Rigid scan of the In–F distance in gas-phase In(CN)FCl with Ansatz 0.2.0, all else held as in the PBE0-D4/def2-TZVP minimum. All levels use the def2-TZVPP basis with a def2 core potential on In; CCSD(T) has frozen cores, with the filled d shell of In correlated. Energies at each level are counted from that level's value at the PBE0-D4 minimum, 1.923 Å.

| stretch (Å) | CCSD(T) (eV) | r2SCAN-D4 (eV) | PBE0-D4 (eV) | wB97M-V (eV) | HF (eV) | r2SCAN-D4 less CCSD(T) (eV) | T1 diagnostic |
| --- | --- | --- | --- | --- | --- | --- | --- |
| 1.693 | 0.977 | 0.976 | 0.951 | 0.976 | 0.899 | -0.001 | 0.015 |
| 1.760 | 0.433 | 0.438 | 0.421 | 0.435 | 0.373 | 0.005 | 0.015 |
| 1.858 | 0.058 | 0.063 | 0.057 | 0.060 | 0.032 | 0.005 | 0.015 |
| 1.923 | 0.000 | 0.000 | 0.000 | 0.000 | 0.000 | 0.000 | n/a |
| 1.972 | 0.026 | 0.021 | 0.025 | 0.024 | 0.046 | -0.006 | 0.016 |
| 2.099 | 0.282 | 0.253 | 0.269 | 0.271 | 0.352 | -0.029 | 0.017 |
| 2.236 | 0.726 | 0.666 | 0.693 | 0.707 | 0.851 | -0.060 | 0.018 |
| 2.381 | 1.268 | 1.172 | 1.210 | 1.246 | 1.451 | -0.096 | 0.019 |
| 2.534 | 1.845 | 1.712 | 1.764 | 1.830 | 2.090 | -0.133 | 0.021 |
| 2.693 | 2.408 | 2.241 | 2.311 | 2.411 | 2.722 | -0.167 | 0.024 |

In this planar molecule a central indium atom carries fluorine, chlorine and a cyanide group. The fluorine is moved along the In–F line while everything else stays in place, and each of the five columns after the distance shows what that costs at one level of theory. CCSD(T) treats the correlated motion of the electrons most completely and serves here as the reference. All levels agree closely near the minimum, and then the columns spread. Three rows carry most of the explanation: 1.760 Å on the squeezed side, 2.099 Å for a modest stretch and 2.693 Å for a long one.

### Why the curve is lopsided

Squeezing the bond by 0.163 Å, to 1.760 Å, costs 0.433 eV in CCSD(T). Stretching it by slightly more, to 2.099 Å, costs only 0.282 eV. The cause is the standard one for a chemical bond. When the filled shells of the two atoms are pushed into each other, Pauli repulsion rises very steeply, whereas the attraction between indium and the negatively charged fluorine varies gently with distance.

The same two ingredients explain why the bond first becomes harder to stretch and then easier. Just beyond the minimum, repulsion still cancels much of the attraction. As it dies away, more of the attraction is felt, and the energy rises faster with each further step. Once little repulsion is left, the weakening of the attraction itself takes over. The slope is greatest near 2.4 Å, at about 3.8 eV/Å, and has fallen to about 3.5 eV/Å on the way to the last row. The energy is still climbing there, so the last entry is the price of a partial stretch and not a bond energy.

### What Hartree–Fock leaves out

Hartree–Fock (HF) gives each electron only the average field of the others. CCSD(T) starts from the HF result and adds the correlation energy, $E_c$, which is negative. If $R$ is the bond length, $R_0$ that of the common zero and $\Delta E$ an energy counted from that zero, it follows that

$$\Delta E_{\mathrm{HF}}(R)-\Delta E_{\mathrm{CCSD(T)}}(R)=|E_c(R)|-|E_c(R_0)| .$$

The difference between the two columns is therefore the growth of the correlation energy as CCSD(T) gives it. It rises at every step along the scan, from −0.078 eV in the shortest bond to 0.314 eV in the longest.

Theory suggests a likely reason, though these runs don't test it separately. In a compact bond, the bonding orbital lies far below its antibonding partner, and one arrangement of the electrons describes the pair well. Stretching brings the two orbitals closer in energy. Other arrangements then mix in more easily, among them those in which the two bonding electrons keep apart, one near each atom. HF with doubly occupied orbitals can't make use of this freedom, so it overcharges for the stretch. On squeezing, the argument runs backwards and HF undercharges. The table gives only the total correlation energy, so it can't show how much of the change comes from the bonding pair alone.

### An estimate of the bond length

Correlation thus acts like a weak outward pull on the fluorine, and its effect on the bond length can be estimated. Between 1.858 and 1.972 Å the HF energy gains 0.046 eV on the CCSD(T) energy over 0.114 Å. The pull is then

$$f=\frac{0.046}{0.114}\approx 0.40\ \text{eV/Å}.$$

The stiffness of the bond follows from how fast the CCSD(T) slope changes. The slope is −0.892 eV/Å just before the minimum and 0.531 eV/Å just after it, at midpoints 0.057 Å apart, so that

$$k=\frac{0.531+0.892}{0.057}\approx 25\ \text{eV/Å}^2 .$$

A steady pull $f$ on a spring of stiffness $k$ moves its resting point by $f/k$, here about 0.016 Å. The HF bond should be shorter than the CCSD(T) bond by that amount. This is why the HF entry is lower than those of the other levels at 1.858 Å and higher at 1.972 Å: its own minimum sits further in.

The idea of a constant pull can be tested on a row that didn't enter the estimate. Carried over the 0.770 Å from the zero to 2.693 Å, it gives $0.40\times0.770\approx0.31$ eV, which agrees with the table. It does less well on the squeezed side. For the shortest bond it predicts that HF is too low by $0.40\times0.230\approx0.09$ eV, against 0.078 eV in the table, because the pull weakens in a compressed bond.

### Why the density functionals err the other way

At 2.099 Å, r2SCAN-D4 is 0.029 eV below CCSD(T), and at 2.693 Å it is 0.167 eV below. It makes the stretch too cheap, where HF makes it too dear. The established suspect is delocalisation error. In an approximate functional an electron partly repels itself, and it can lower this false repulsion by spreading out. A stretched bond, whose electrons are shared between two separating parts, gains from this more than a compact one.

Exact exchange, the kind contained in HF, cancels the self-repulsion. r2SCAN-D4 has none of it, PBE0-D4 has a quarter, and wB97M-V has a share that grows to the full amount between distant electrons. From 2.099 Å onwards the stretching energies rise in just this order, with HF at the top. The order supports the explanation without proving it, since the functionals also differ in other parts of their construction.

Seen as a fraction, the r2SCAN-D4 error runs the opposite way: it falls from about 10 % of the stretching energy at 2.099 Å to about 7 % at 2.693 Å. There is no contradiction. The functional misses a roughly steady 0.2 eV/Å of slope over this range. Near the minimum the true slope is small and the loss weighs heavily, while further out the same loss is set against a much steeper curve.

### The rows that break the pattern

wB97M-V looks almost perfect at 2.693 Å, only 0.003 eV above CCSD(T). The rows before it show that this is a crossing, and its exact place could shift with a larger basis or a better reference. The functional is 0.022 eV too low at 2.381 Å, and from there its curve climbs more steeply than the reference. One possible reading is that little delocalisation error remains to hide the correlation which a description with paired electrons lacks in a long bond, but the table can't confirm it.

PBE0-D4 departs from the pattern at the other end. It is too low for the stretched bond, as expected, but it is also 0.026 eV too low at 1.693 Å, so its well is slightly too soft on both sides. Delocalisation in a stretched bond can't account for the squeezed half. For r2SCAN-D4, the differences up to 1.972 Å are at most 0.006 eV. With CCSD(T) computed in a single basis of moderate size, neither their signs nor their sizes deserve an explanation.

The reference also has to be watched. The T1 diagnostic measures how strongly CCSD(T) has to correct the orbitals it starts from, and values above roughly 0.02 call for caution. It reaches 0.021 and 0.024 in the last two rows, so the finest differences there are less certain. The r2SCAN-D4 shortfall is already visible at 2.099 Å, where T1 is 0.017, and so doesn't hang on those rows.

### Neighbouring curves

If the rest of the molecule were allowed to relax at each distance, the PBE0-D4 curve would meet this one at the minimum and could nowhere lie above it. A different change would come from letting the two electrons of a bonding pair occupy different orbitals in HF. At large enough separation each part could then keep its own electron. Breaking the bond would usually come out too cheap instead, since this freer HF still misses the correlation that a bonded pair has and two separate electrons lack. For another polar single bond, the same two questions guide a first guess: how much correlation the pair gains as it is pulled apart, and how much a functional profits from spreading the electrons.

Partly stretched bonds of this kind occur when indium compounds are deposited or etched in making electronic devices. A functional without exact exchange tends to place such stretched arrangements too low, which can make a reaction step look easier than it is. This small molecule shows the tendency, but its errors aren't corrections to be carried over to a surface.

The printed output after this section lists the differences, slopes and estimated minima; no model was fitted.

The analysis program printed:

```
Energy less CCSD(T) in eV:
    row  r2SCAN-D4  PBE0-D4  wB97M-V      HF
  1.693     -0.001   -0.026   -0.001  -0.078
   1.76      0.005   -0.012    0.002   -0.06
  1.858      0.005   -0.001    0.002  -0.026
  1.923          0        0        0       0
  1.972     -0.006   -0.001   -0.002    0.02
  2.099     -0.029   -0.013   -0.011    0.07
  2.236      -0.06   -0.033   -0.019   0.125
  2.381     -0.096   -0.058   -0.022   0.183
  2.534     -0.133   -0.081   -0.015   0.245
  2.693     -0.167   -0.097    0.003   0.314
Mean slope from the row before in eV per Angstrom:
    row  midpoint  CCSD(T)  r2SCAN-D4 less CCSD(T)  wB97M-V less CCSD(T)  HF less CCSD(T)
   1.76     1.727   -8.119                 0.08955               0.04478           0.2687
  1.858     1.809   -3.827                       0            -7.081e-17           0.3469
  1.923     1.891  -0.8923                -0.07692              -0.03077              0.4
  1.972     1.948   0.5306                 -0.1224              -0.04082           0.4082
  2.099     2.035    2.016                 -0.1811              -0.07087           0.3937
  2.236     2.168    3.241                 -0.2263              -0.05839           0.4015
  2.381     2.308    3.738                 -0.2483              -0.02069              0.4
  2.534     2.457    3.771                 -0.2418               0.04575           0.4052
  2.693     2.614    3.541                 -0.2138                0.1132            0.434
Squeeze from the minimum to 1.760 [Angstrom]: 0.163
Stretch from the minimum to 2.099 [Angstrom]: 0.176
CCSD(T) cost of that squeeze over cost of that stretch [ratio]: 1.535
r2SCAN-D4 shortfall at 2.099 [% of CCSD(T)]: 10.28
r2SCAN-D4 shortfall at 2.693 [% of CCSD(T)]: 6.935
Growth of correlation energy in size from 1.693 to 2.693 [eV]: 0.392
Estimated minimum of CCSD(T) [Angstrom]: 1.926
Estimated minimum of HF [Angstrom]: 1.91
CCSD(T) minimum less HF minimum [Angstrom]: 0.01614
```
